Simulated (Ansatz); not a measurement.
## Ge: the change of energy less free atoms and pressure with volume per atom

Results calculated with Ansatz 0.2.0, not measured. Periodic Kohn-Sham DFT of a crystal at fixed atoms; pressure and stress are positive in compression; the energy is the free energy less that of spherical unpolarised free atoms; site moments are those in the method's own spheres, positive along +z.

Cell of the first row (space group Fd-3m, No. 227):
```
Ge
1.0
      0.0000     2.8224     2.8224
      2.8224     0.0000     2.8224
      2.8224     2.8224     0.0000
Ge
2
Direct
  0.00000 0.00000 0.00000
  0.25000 0.25000 0.25000
```

Settings of every row: method all-electron LAPW; functional PBE; relativity scalar; k mesh 11x11x11; filling fermi-dirac; smearing width 0.05 eV; basis error target 0.25 meV/atom; nucleus gaussian.

Atom start moment: 0 on all atoms.

Limits of some rows: small gap, it may come from the mesh (row 1).

| row | volume per atom (Å³) | energy less free atoms (eV/atom) | pressure (GPa) |
| --- | --- | --- | --- |
| 1 | 22.483 | -4.4908 | 4.168 |
| 2 | 23.188 | ? | ? |
| 3 | 23.905 | -4.5083 | 0.002 |
| 4 | 24.622 | -4.5046 | -1.61 |
| 5 | 25.34 | -4.4943 | -2.955 |

Question: what energy less free atoms and pressure should row 2 give?

Worked fit of energy less free atoms. Take u = (V_r/V)^(2/3) − 1 with V_r = 24.264 Å³ an atom, which is twice the finite (Eulerian) strain; such expansions in the strain, on which the Birch-Murnaghan equation of state is built, carry the rest volume and the bulk modulus. The shown rows have u = 0.05214, 0.00999, -0.00972, -0.02851. Least squares give energy less free atoms = −4.50737 − 0.1847 × u + 9.634 × u² eV/atom; a straight line predicts inner rows, each left out in turn, worse (root mean square 0.0095 against 0.00013 eV/atom). The rows lie off it by 0.0000, 0.0000, 0.0001, 0.0000. Its lowest point lies at u = 0.0096, or V = 23.92 Å³ an atom, and the curvature there gives the bulk modulus at fixed shape and fractions, B = (4/9)(1 + u)² E″(u)/V = 58.5 GPa. The withheld row has u = 0.0307, so the fit gives −4.50737 − 0.1847 × (0.0307) + 9.634 × (0.0307)² = -4.5040 eV/atom.

The calculation gave -4.5041 eV/atom. The fit lies 0.0001 eV/atom (0.57 % of the column's range) above it, one unit of the last digit.

Worked fit of pressure. Take u = (V_r/V)^(2/3) − 1 with V_r = 24.264 Å³ an atom, which is twice the finite (Eulerian) strain; such expansions in the strain, on which the Birch-Murnaghan equation of state is built, carry the rest volume and the bulk modulus. The shown rows have u = 0.05214, 0.00999, -0.00972, -0.02851. Least squares give pressure = −0.8418 + 81.868 × u + 272.56 × u² GPa; a straight line predicts inner rows, each left out in turn, worse (root mean square 0.27 against 0.0036 GPa). The rows lie off it by 0.000, -0.001, 0.002, -0.001. The pressure vanishes at u = 0.0100, or V = 23.91 Å³ an atom, and there the bulk modulus at fixed shape and fractions is B = −V dP/dV = (2/3)(1 + u) dP/du = 58.8 GPa. The withheld row has u = 0.0307, so the fit gives −0.8418 + 81.868 × (0.0307) + 272.56 × (0.0307)² = 1.928 GPa.

The calculation gave 1.931 GPa. The fit lies 0.003 GPa (0.042 % of the column's range) below it; its largest miss of a shown row is 0.002 GPa.
